**Mass polarisation, Darwin term and relativistic shift of fifth-period 2+ ions: predicting the 5s and 5p rows**

The table, from a B-spline radial atomic code, holds the kinetic energy, ⟨Σ p_i·p_j⟩, their ratio, the first-order Darwin term and n(0) from non-relativistic Hartree-Fock averaged over the configuration, and the Dirac-Coulomb minus non-relativistic total energy, for Rb2+ to Xe2+. The program finds power-law exponents, compares the pair term of Zr2+ and Ag2+ with hydrogenic Vinti sums (screened 0.89 of the table, unscreened about twice it), and sets mass-velocity plus Darwin against the full shift. It predicts Sn2+ to Xe2+ from quadratics in Z fitted to reduced quantities, along the 4d rows with a kink measured at In2+ for the kinetic energy and the ratio, and over Zr2+ to In2+ without a kink for n(0) and the shift, with an error bar built from rounding, form and kink. The pair term, n(0), the Darwin term and the relativistic shift fall inside their bars, within 0.4 %. The kinetic energy is missed by up to 3.3 bars (3.4 hartree, 0.05 %, at Xe2+), its departure from the fitted 4d continuation growing faster than the number of fifth-shell electrons.

Calculated values. Fifth-period 2+ ions, B-spline radial atomic code version 1: all-electron non-relativistic Hartree-Fock, average of configuration, point nucleus, radial basis limit. E(Dirac) is from four-component Dirac-Coulomb Hartree-Fock averaged over the nl configuration, Fermi nucleus. Σ p_i·p_j runs over pairs i < j; the Darwin term is the one-electron (electron-nucleus) one.

## Analysis program

```python
# Table: fifth-period 2+ ions, B-spline radial code, non-rel. HF (configuration average): T, <sum pi.pj>, Darwin, n(0);
# Dirac-HF minus non-rel. total. Tested: scalings, hydrogenic Vinti sum, prediction of withheld rows with a kink at Cd.
T = {
    'ion': ['Rb2+', 'Sr2+', 'Zr2+', 'Nb2+', 'Mo2+', 'Tc2+', 'Ru2+', 'Rh2+', 'Pd2+', 'Ag2+', 'Cd2+', 'In2+', 'Sn2+', 'Sb2+', 'Te2+', 'I2+', 'Xe2+'],
    'Z': [37, 38, 40, 41, 42, 43, 44, 45, 46, 47, 48, 49, 50, 51, 52, 53, 54],
    'N': [35, 36, 38, 39, 40, 41, 42, 43, 44, 45, 46, 47, 48, 49, 50, 51, 52],
    'configuration': ['[Ar] 3d10 4s2 4p5', '[Ar] 3d10 4s2 4p6', '[Kr] 4d2', '[Kr] 4d3', '[Kr] 4d4', '[Kr] 4d5', '[Kr] 4d6', '[Kr] 4d7', '[Kr] 4d8', '[Kr] 4d9', '[Kr] 4d10', '[Kr] 4d10 5s1', '[Kr] 4d10 5s2', '[Kr] 4d10 5s2 5p1', '[Kr] 4d10 5s2 5p2', '[Kr] 4d10 5s2 5p3', '[Kr] 4d10 5s2 5p4'],
    'T': [2937.2, 3131.0, 3538.3, 3752.8, 3974.7, 4203.9, 4440.6, 4685.0, 4937.0, 5196.7, 5464.3, 5739.4, 6022.2, 6312.6, 6610.8, 6916.9, 7230.9],  # hartree
    'sms': [-808.9, -872.2, -1007, -1079, -1155, -1233, -1315, -1400, -1488, -1580, -1676, -1773, -1873, -1977, -2084, -2195, -2309],  # hartree m_e
    'sms_over_T': [-0.2754, -0.2786, -0.2847, -0.2876, -0.2905, -0.2933, -0.2961, -0.2988, -0.3014, -0.3041, -0.3066, -0.3089, -0.311, -0.3132, -0.3153, -0.3173, -0.3193],
    'darwin': [108.5, 120.9, 148.9, 164.6, 181.5, 199.6, 219.1, 240.0, 262.3, 286.2, 311.7, 338.9, 367.8, 398.6, 431.2, 465.8, 502.4],  # hartree
    'rho0': [35060, 38040, 44500, 47980, 51650, 55500, 59530, 63760, 68180, 72800, 77630, 82680, 87950, 93430, 99130, 105100, 111200],  # bohr⁻³
    'rel': [-41.45, -46.53, -58.1, -64.66, -71.77, -79.48, -87.81, -96.81, -106.5, -116.9, -128.1, -140.2, -153.2, -167.1, -181.9, -197.8, -214.8],  # hartree
}
HELD = [12, 13, 14, 15, 16]  # rows withheld from the fit
import numpy as np
from scipy.constants import alpha as al
from scipy.special import eval_genlaguerre as L
Z = np.array(T['Z'], float); A = {k: np.array(T[k], float) for k in ('T','sms','sms_over_T','darwin','rho0','rel')}
H = np.array(HELD); K = np.array([i for i in range(len(Z)) if i not in HELD]); zk = Z[K]; nm = T['ion']
fl = lambda v, s: 0.5*10**(np.floor(np.log10(abs(v)))-s+1)
tf = 0.768745*Z**(7/3)-0.5*Z**2+0.2699*Z**(5/3); dw = np.pi/2*al**2*Z
ex = {k: np.polyfit(np.log(zk), np.log(abs(A[k][K])), 1)[0] for k in A}
print('exponents in Z (known rows):', ' '.join('%s %.3f' % e for e in ex.items()))
di = abs(A['darwin']/(dw*A['rho0'])-1); print('Darwin/(pi/2 a^2 Z n0)-1, max known %.1e (identity; rounding ~5e-4)' % di[K].max())
print('T - (TF+Scott+Schwinger) Eh, all rows:', np.round(A['T']-tf, 1), 'max %.2f %%' % (100*abs(tf/A['T']-1).max()))
print('steps of -S/T per unit Z x1e4, all rows (floor 1):', np.round(-1e4*np.diff(A['sms_over_T'])/np.diff(Z), 1))
print('n0/Z^3 first, last known, last: %.4f %.4f %.4f; hydrogenic 1s-4s %.4f' % (*(A['rho0']/Z**3)[[0, K[-1], -1]], 2/np.pi*sum(n**-3. for n in (1,2,3,4))))
print('|rel|/Darwin, all rows:', np.round(-A['rel']/A['darwin'], 3))
# further output of the same runs: mass-velocity, <1/r> of 1s 2s 2p 3s 3p 3d 4s 4p 4d, 4d count
F = {40: (-203.37, [39.49,8.8907,8.8488,3.0543,2.95,2.7424,1.0653,0.9542,0.65664], 2),
     47: (-394.37, [46.479,10.597,10.568,3.7879,3.6963,3.5297,1.4325,1.3203,1.0288], 9)}
nl = [(1,0),(2,0),(2,1),(3,0),(3,1),(3,2),(4,0),(4,1),(4,2)]
r = np.geomspace(1e-6, 30, 6000); w = np.gradient(r); rem = []
def vinti(zs, nd):
    P = [(2*z*r/n)**(l+1)*np.exp(-z*r/n)*L(n-l-1, 2*l+1, 2*z*r/n) for z, (n, l) in zip(zs, nl)]
    P = [p/np.sqrt((p*p*w).sum()) for p in P]
    return {(a, b): -2*nl[a][1]*(nd/10 if a == 8 else 1)*((P[a]*(np.gradient(P[b], r)-nl[a][1]*P[b]/r)*w).sum())**2
            for a in range(9) for b in range(9) if nl[a][1] == nl[b][1]+1}
for z, (mv, ri, nd) in F.items():
    i = T['Z'].index(z); d, e, s = A['darwin'][i], A['rel'][i], A['sms'][i]; rem.append(e-mv-d)
    print('%s MV %.1f MV/Darwin %.3f MV+D %.1f rel %.1f remainder %.1f Eh (%.1f %%)' % (nm[i], mv, mv/d, mv+d, e, e-mv-d, 100*(e-mv-d)/e))
    v = vinti([x*n*n for x, (n, l) in zip(ri, nl)], nd); t = sum(v.values()); u = sum(vinti([z]*9, nd).values())
    print('  Vinti sum screened %.0f (x%.2f of table) unscreened %.0f (x%.2f); crude 2p-1s %.0f, 3d-2p %.0f, per 4d e %.1f'
          % (t, t/s, u, u/s, v[2, 0], v[5, 2], sum(x for k, x in v.items() if k[0] == 8)/nd))
print('remainder exponent Zr->Ag %.1f' % (np.log(rem[1]/rem[0])/np.log(47/40)))
spec = {'T': (5, tf, 1+0*Z, 1), 'sms_over_T': (4, 0*Z, 1+0*Z, 1), 'rho0': (4, 0*Z, Z**3, 0), 'rel': (4, 0*Z, al**2*Z**4, 0)}
D = K[(zk >= 40) & (zk <= 48)]; I = K[zk == 49][0]; E = K[zk >= 40]; x = Z-45; k5 = Z[H]-48
def pred(y, kink):
    c = np.polyfit(x[D], y[D], 2); f = np.polyval(c, x); dl = y[I]-f[I]
    if kink:
        a = f[H]+dl*k5; b = y[I]+(k5-1)*(y[I]-np.polyval(c, 3)); return (a+b)/2, abs(a-b)/2, dl, f
    a, b = (np.polyval(np.polyfit(x[E], y[E], g), x[H]) for g in (2, 1)); return a, abs(a-b)/2, dl, f
rng = np.random.default_rng(0); R = {}
for k, (s, o, sc, kk) in spec.items():
    v = A[k]; p, fm, dl, f = pred((v-o)/sc, kk); q = fl(v, s)
    mc = [pred((v+q*rng.uniform(-1, 1, len(Z))-o)/sc, kk) for _ in range(300)]
    bar = np.sqrt(np.std([m[0] for m in mc], 0)**2+fm**2+(dl*k5)**2)*sc[H]
    R[k] = (o[H]+sc[H]*p, bar, (o+sc*f)[H]); res = v-o-sc*f
    print('%s: 4d fit max res %.2g (floor %.1g); Rb,Sr off by %.2g %.2g; kink at In %.2g +- %.1g, used %d'
          % (k, abs(res[D]).max(), q[D].max(), res[0], res[1], res[I], np.std([m[2] for m in mc])*sc[I], kk))
pT, bT, cT = R['T']; pr, br, cr = R['sms_over_T']
R['sms'] = (pT*pr, np.hypot(pT*br, pr*bT), cT*cr); R['darwin'] = tuple(a*dw[H] for a in R['rho0'])
def show(k, j, g):
    p, b, c = (a[j] for a in R[k]); v = A[k][H[j]]
    return ('%s pred '+g+'+-'+g+' calc '+g+' miss '+g+' (%.1f bar, %.2f%%; vs 4d line '+g+')') % (k, p, b, v, v-p, (v-p)/b, 100*(v/p-1), v-c)
print('withheld rows; miss = calc - pred; units as in table')
for grp in ((('sms_over_T', '%.4f'),), (('sms', '%.0f'),), (('T', '%.1f'),), (('rho0', '%.0f'),), (('rel', '%.2f'),)):
    for j, i in enumerate(H):
        print(nm[i], *[show(k, j, g) for k, g in grp])
print('Darwin pred', np.round(R['darwin'][0], 1), '+-', np.round(R['darwin'][1], 1))
print('Darwin calc', A['darwin'][H], 'miss', np.round(A['darwin'][H]-R['darwin'][0], 1), 'floor 0.05')
assert (A['sms'][K] < 0).all() and (np.diff(A['sms_over_T'][K]) < 0).all()
assert (A['darwin'][K] > 0).all() and (A['rel'][K] < 0).all() and di[K].max() < 1e-3
assert 4 < ex['darwin'] < ex['rel'] < 5 and 7/3 < ex['T'] < 2.5
```

It prints:

```
exponents in Z (known rows): T 2.384 sms 2.795 sms_over_T 0.410 darwin 4.054 rho0 3.054 rel 4.336
Darwin/(pi/2 a^2 Z n0)-1, max known 3.1e-04 (identity; rounding ~5e-4)
T - (TF+Scott+Schwinger) Eh, all rows: [3.9 5.1 5.5 5.7 6.  6.2 6.4 6.8 7.2 7.6 8.3 8.6 8.8 8.8 8.6 8.2 7.7] max 0.16 %
steps of -S/T per unit Z x1e4, all rows (floor 1): [32.  30.5 29.  29.  28.  28.  27.  26.  27.  25.  23.  21.  22.  21.
 20.  20. ]
n0/Z^3 first, last known, last: 0.6922 0.7028 0.7062; hydrogenic 1s-4s 0.7497
|rel|/Darwin, all rows: [0.382 0.385 0.39  0.393 0.395 0.398 0.401 0.403 0.406 0.408 0.411 0.414
 0.417 0.419 0.422 0.425 0.428]
Zr2+ MV -203.4 MV/Darwin -1.366 MV+D -54.5 rel -58.1 remainder -3.6 Eh (6.2 %)
  Vinti sum screened -893 (x0.89 of table) unscreened -2038 (x2.02); crude 2p-1s -560, 3d-2p -206, per 4d e -2.2
Ag2+ MV -394.4 MV/Darwin -1.378 MV+D -108.2 rel -116.9 remainder -8.7 Eh (7.5 %)
  Vinti sum screened -1401 (x0.89 of table) unscreened -3182 (x2.01); crude 2p-1s -804, 3d-2p -369, per 4d e -3.5
remainder exponent Zr->Ag 5.4
T: 4d fit max res 0.1 (floor 0.05); Rb,Sr off by -1.5 -0.41; kink at In -0.15 +- 0.05, used 1
sms_over_T: 4d fit max res 5.1e-05 (floor 5e-05); Rb,Sr off by 0.00019 7.9e-05; kink at In 0.00021 +- 5e-05, used 1
rho0: 4d fit max res 4.4 (floor 5); Rb,Sr off by -5.2 -2.8; kink at In 17 +- 6, used 0
rel: 4d fit max res 0.0099 (floor 0.05); Rb,Sr off by 0.015 0.0033; kink at In -0.1 +- 0.05, used 0
withheld rows; miss = calc - pred; units as in table
Sn2+ sms_over_T pred -0.3112+-0.0004 calc -0.3110 miss 0.0002 (0.4 bar, -0.05%; vs 4d line 0.0006)
Sb2+ sms_over_T pred -0.3134+-0.0006 calc -0.3132 miss 0.0002 (0.3 bar, -0.06%; vs 4d line 0.0008)
Te2+ sms_over_T pred -0.3156+-0.0009 calc -0.3153 miss 0.0003 (0.4 bar, -0.10%; vs 4d line 0.0010)
I2+ sms_over_T pred -0.3178+-0.0011 calc -0.3173 miss 0.0005 (0.4 bar, -0.15%; vs 4d line 0.0013)
Xe2+ sms_over_T pred -0.3199+-0.0013 calc -0.3193 miss 0.0006 (0.5 bar, -0.20%; vs 4d line 0.0015)
Sn2+ sms pred -1874+-3 calc -1873 miss 1 (0.4 bar, -0.05%; vs 4d line 3)
Sb2+ sms pred -1979+-4 calc -1977 miss 2 (0.4 bar, -0.08%; vs 4d line 5)
Te2+ sms pred -2087+-6 calc -2084 miss 3 (0.5 bar, -0.14%; vs 4d line 8)
I2+ sms pred -2199+-8 calc -2195 miss 4 (0.5 bar, -0.18%; vs 4d line 10)
Xe2+ sms pred -2315+-10 calc -2309 miss 6 (0.6 bar, -0.24%; vs 4d line 12)
Sn2+ T pred 6022.4+-0.3 calc 6022.2 miss -0.2 (-0.7 bar, -0.00%; vs 4d line -0.6)
Sb2+ T pred 6313.4+-0.5 calc 6312.6 miss -0.8 (-1.6 bar, -0.01%; vs 4d line -1.3)
Te2+ T pred 6612.3+-0.6 calc 6610.8 miss -1.5 (-2.3 bar, -0.02%; vs 4d line -2.3)
I2+ T pred 6919.2+-0.8 calc 6916.9 miss -2.3 (-2.8 bar, -0.03%; vs 4d line -3.4)
Xe2+ T pred 7234.3+-1.0 calc 7230.9 miss -3.4 (-3.3 bar, -0.05%; vs 4d line -4.7)
Sn2+ rho0 pred 87927+-39 calc 87950 miss 23 (0.6 bar, 0.03%; vs 4d line 39)
Sb2+ rho0 pred 93398+-63 calc 93430 miss 32 (0.5 bar, 0.03%; vs 4d line 55)
Te2+ rho0 pred 99091+-90 calc 99130 miss 39 (0.4 bar, 0.04%; vs 4d line 70)
I2+ rho0 pred 105011+-121 calc 105100 miss 89 (0.7 bar, 0.08%; vs 4d line 131)
Xe2+ rho0 pred 111162+-157 calc 111200 miss 38 (0.2 bar, 0.03%; vs 4d line 93)
Sn2+ rel pred -153.04+-0.23 calc -153.20 miss -0.16 (-0.7 bar, 0.10%; vs 4d line -0.26)
Sb2+ rel pred -166.83+-0.38 calc -167.10 miss -0.27 (-0.7 bar, 0.16%; vs 4d line -0.42)
Te2+ rel pred -181.56+-0.54 calc -181.90 miss -0.34 (-0.6 bar, 0.19%; vs 4d line -0.55)
I2+ rel pred -197.28+-0.73 calc -197.80 miss -0.52 (-0.7 bar, 0.27%; vs 4d line -0.81)
Xe2+ rel pred -214.03+-0.95 calc -214.80 miss -0.77 (-0.8 bar, 0.36%; vs 4d line -1.15)
Darwin pred [367.7 398.4 431.  465.5 502.1] +- [0.2 0.3 0.4 0.5 0.7]
Darwin calc [367.8 398.6 431.2 465.8 502.4] miss [0.1 0.2 0.2 0.3 0.3] floor 0.05
```
